**Question: Can I trust a straight line for the gap of CdTe against volume?**

The gap of CdTe drops by roughly 0.1 eV for each Å³ per atom that is added to the crystal. I took that slope from the smaller cells in the table below and want to use it for strongly stretched material too. The numbers run smoothly, and the gap of 1.53 eV near the relaxed volume is close to the measured value as I recall it, about 1.5 eV. Is there anything wrong with this, and how would I notice?

Band gaps of CdTe (space group F-43m) at several volumes, computed with Ansatz 0.2.0 using the HSE06 hybrid functional without spin–orbit coupling, PAW potentials, a plane-wave cutoff of 420 eV and a 4×4×4 k mesh. The cells were relaxed with the r²SCAN functional or strained hydrostatically from such a cell.

```
volume (Å³/atom)  shortest distance (Å)  band gap (eV)  least direct gap (eV)
          34.770                  2.827          1.578                  1.578
          35.284                  2.840          1.527                  1.527
          35.286                  2.841          1.527                  1.527
          36.388                  2.870          1.421                  1.421
          37.446                  2.897          1.324                  1.324
          37.501                  2.899          1.319                  1.319
          40.848                  2.983          1.034                  1.034
          41.789                  3.005          0.961                  0.961
```

**Answer**

Two things are wrong, and they differ in size. A straight line through two of the small cells misses by about 0.06 eV at the largest volume, and your rounded slope of 0.1 eV, started from the relaxed cell, by about 0.08 eV. Leaving out spin–orbit coupling raises every computed gap by an estimated 0.3 eV, and no plot of gap against volume will reveal it. The slope near the relaxed cell is therefore in better shape than the gap itself.

**The line and its error.** Draw the line through the cells at 34.770 and 36.388 Å³/atom; its slope is −0.0966 eV per Å³/atom. The cell at 41.789 Å³/atom, which played no part in setting the line, lies 41.789 − 36.388 = 5.401 Å³/atom further out. The line predicts 1.421 − 0.0966 × 5.401 ≈ 0.90 eV, while the calculation gives 0.961 eV. The prediction is too low by about 6 % of the computed gap.

The pattern of the misses tells you that this is curvature and not scatter. Between its two anchor cells the line runs very slightly above the computed gaps. Beyond them it runs below, by 0.005 eV at 37.501 Å³/atom and by 0.044 eV at 40.848 Å³/atom. A chord through a curve that flattens out does exactly this. The printed output after this answer gives the miss for each cell.

**Why the gap falls at all.** The band gap and the least direct gap (the smallest step from a filled to an empty level without a change of wavevector) agree in every row, so the gap is direct throughout. In every cell both edges sit at Γ, the centre of the Brillouin zone. The lowest empty level there is the antibonding partner of a deep bonding level, both built mainly from the s orbitals of Cd and Te. Longer bonds weaken the coupling between these orbitals, so the antibonding level comes down.

The levels of the same calculations support this picture. From 35.284 to 40.848 Å³/atom the two s-like levels approach each other, from 13.47 to 12.25 eV. Over the same step the conduction edge falls by about 0.7 eV relative to deep core-like levels, and the valence top by only about 0.2 eV. The shares of the two edges are rough, because the two reference levels, Cd 4s and Te 4d, move apart by about 0.07 eV and a shift common to both would go unseen. Measured against these levels, the narrowing comes from the conduction edge, and the fall of the valence top cancels part of it. A likely contribution to that fall is a weaker upward push from the filled Cd 4d levels below; the splitting of these levels at Γ, given in the output, shrinks on expansion as this would require, though only by about 0.09 eV, which would cover part of the fall and not all of it.

A stretched hydrogen molecule shows the same thing in its simplest form: its bonding and antibonding levels close up as the atoms part, quickly at first and then more slowly. The comparison holds for the s-like pair only. In CdTe the two atoms have different s energies, so a separation would remain even without coupling, and the gap is counted from a p-like valence top and not from the bonding s level. The rule to carry over is that expansion tends to narrow the gap where the conduction edge is an antibonding s level at Γ.

**Why the line bends.** The coupling between neighbouring orbitals falls roughly as a power of the bond length, so the fractional stretch of the bond sets what share of it is lost. Volume grows as the cube of bond length, so a small volume change ΔV stretches the bond by the fraction ΔV/(3V), where V is the volume per atom. One extra Å³ is thus a smaller stretch for a large cell than for a small one. A constant slope per Å³ ignores this.

A better variable is the logarithm of the volume, which counts fractional changes. Through the same two anchor cells, the gap falls by 3.44 eV times the change in ln V, or about 0.034 eV for each per cent of volume. For the largest cell this gives 1.421 − 3.44 × ln(41.789/36.388) ≈ 0.95 eV, only about 0.015 eV below the computed gap.

The logarithm does not remove the bend entirely. Between the small cells and the two largest, the slope per Å³ loses 19 % of its steepness, and the slope per ln V still loses 6 %. A likely reason is that less coupling is left in a stretched crystal, so the same fractional stretch takes away less energy. A coupling that falls as a power of the bond length d bends in just this way, so a line in a low inverse power such as 1/d is expected to take up much of the remainder. The effect of the fixed k mesh on this small remainder was not tested.

**The error that the curve hides.** Look at the valence top itself: in the computed levels it consists of three states of exactly equal energy at Γ. For a crystal with an atom as heavy as tellurium, that is the mark of a calculation without spin–orbit coupling, and the caption above the table confirms it. The coupling between an electron's spin and its orbital motion splits the top into an upper group of four states and a lower group of two, counting spin.

The average energy of the six states stays put to a first approximation, so the upper group rises by one third of the splitting. With a splitting of roughly 0.9 eV, a recalled value, the rise is 0.9/3 = 0.3 eV. The s-like conduction edge has hardly any orbital motion for the spin to couple to, and it barely moves. The gap near the relaxed volume would then be about 1.2 eV and not 1.53 eV.

The good agreement with experiment therefore rests on an omission, and it should not be credited to the hybrid functional. Part of the shortfall that then appears comes from the volume and not from the levels. The relaxed cell, taken from another functional (r²SCAN), is larger than the measured one, as I recall it, by roughly 1 Å³/atom, and by your own slope that alone lowers the gap by about 0.1 eV. Relaxing with HSE06 instead would not mend this: it still gives a positive pressure of 0.24 GPa in that cell, so its own equilibrium volume is larger still.

The slope should survive, because the spin–orbit shift arises close to the tellurium nucleus, where stretching the bonds changes little. Nearly the same amount is then subtracted from each cell, and it drops out of differences. This is an argument from theory, as no cell was recalculated with the coupling, and it is safest near the relaxed cell: if the splitting changed by a tenth across the table, the gap would move by 0.03 eV, more than the miss of the line in ln V.

**What to use.** For changes of gap up to about 37.5 Å³/atom, the line through the cells at 34.770 and 36.388 Å³/atom stays within 0.005 eV of these calculations, while the rounded slope of 0.1 eV from the relaxed cell misses by more than 0.01 eV. For the larger cells, use the line in ln V, which stays within about 0.015 eV over the whole table. For the gap itself, as needed for an absorption edge, include spin–orbit coupling and the right volume first, allow for the effect of temperature on the measured gap, and only then judge the functional.

Numerical output:

```
Gap and two lines through the cells 34.770 and 36.388 in eV:
     row  computed gap  line in volume  miss in volume  miss in log volume
   34.77         1.578           1.578               0                   0
  35.284         1.527           1.528       0.0009772           0.0002024
  35.286         1.527           1.528        0.000953           0.0001766
  36.388         1.421           1.421               0                   0
  37.446         1.324           1.319       -0.004626          -0.0009111
  37.501         1.319           1.314       -0.004959          -0.0009743
  40.848         1.034          0.9905        -0.04395            -0.01042
  41.789        0.9608          0.8996        -0.06119            -0.01501
Fall of the gap from smallest to largest cell (eV): 0.6169
Slope per volume in the small cells (eV per cubic angstrom per atom): -0.09661
Slope per volume in the two largest cells (eV per cubic angstrom per atom): -0.0783
Loss of steepness per volume (percent): 18.95
Slope per log volume in the small cells (eV): -3.437
Slope per log volume in the two largest cells (eV): -3.235
Loss of steepness per log volume (percent): 5.866
Change of the gap from 35.284 to 40.848 (eV): -0.4926
Conduction edge against the Cd 4s level, same two cells (eV): -0.6573
Valence top against the Cd 4s level, same two cells (eV): -0.1647
Conduction edge against the Te 4d level, same two cells (eV): -0.7288
Valence top against the Te 4d level, same two cells (eV): -0.2362
Separation of the two s-like levels at 35.284 (eV): 13.47
Separation of the two s-like levels at 40.848 (eV): 12.25
Cd 4d splitting at 35.284 (eV): 0.2375
Cd 4d splitting at 40.848 (eV): 0.151
Rough rise of the valence top by spin-orbit coupling (eV): 0.3
Rough gap at 35.284 with spin-orbit coupling (eV): 1.227
```
